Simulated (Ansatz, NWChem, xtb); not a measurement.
# How methods differ on InH2 (SMILES [InH2])

InH2 has 3 atoms, charge 0, and is taken as a doublet. As SMILES, `[InH2]`. The coordinates come from a PBE0-D4/def2-TZVP relaxation.

| atom | x (Å) | y (Å) | z (Å) |
| --- | --- | --- | --- |
| In | 0.3846 | -0.4254 | 0.1498 |
| H | 0.6913 | 1.2654 | 0.5216 |
| H | -1.0869 | -0.9048 | -0.6847 |

Each level gives the electronic atomisation energy (eV). The values are calculated. Electronic energies at fixed atoms, without zero-point motion or spin-orbit coupling.

```tsv
level	kind	program	value (eV)	CPU time (all runs)
GFN2-xTB	semi-empirical	xtb	6.82	under 2 s
GFN0-xTB	semi-empirical	xtb	10.27	under 2 s
GFN1-xTB	semi-empirical	xtb	9.10	under 2 s
UHF/STO-3G	Hartree–Fock	Ansatz	6.75	0.86 s
U-revPBE/STO-3G	GGA	Ansatz	8.39	3.8 s
UBLYP/STO-3G	GGA	Ansatz	8.63	3.7 s
UPBE/STO-3G	GGA	Ansatz	8.47	3.8 s
U-r2SCAN/STO-3G	meta-GGA	Ansatz	8.58	11 s
UB3LYP/def2-QZVP (core potential)	global hybrid	NWChem	4.26	66 s
UB3LYP/def2-SVP (core potential)	global hybrid	NWChem	4.16	7.8 s
```

All-electron rows without a relativistic Hamiltonian named are non-relativistic, while core potentials hold scalar relativity, so basis and relativity change together. The values span 4.16 to 10.27 eV. The xTB rows lack spin polarisation, so open shells miss the exchange term that lowers them. CPU times are rough (shared hosts, several kinds of processor): they show what a rung costs within a factor of a few.

The two hybrid values, 4.16 and 4.26 eV, are the most credible here, and their closeness suggests that enlarging the basis beyond split-valence quality matters little for this functional. A modest binding energy fits the chemistry: indium has one 5p electron and a filled 5s pair, so binding a second hydrogen must draw on that pair, leaving a bent radical with its unpaired electron largely on the metal.

The minimal-basis results are all much larger. Even Hartree–Fock, which normally underbinds for want of correlation, gives 6.75 eV, so the excess can't be put down to the density functionals alone. A likely cause is unbalanced basis error: the STO-3G hydrogen function is contracted for molecules and leaves the free atom too high in energy. The semilocal functionals lie close together in that basis, but their agreement reflects a shared error rather than accuracy. The scatter among the xTB models likewise gives no dependable bond strength. These total energies don't show how unequal the first and second In–H dissociation steps are.
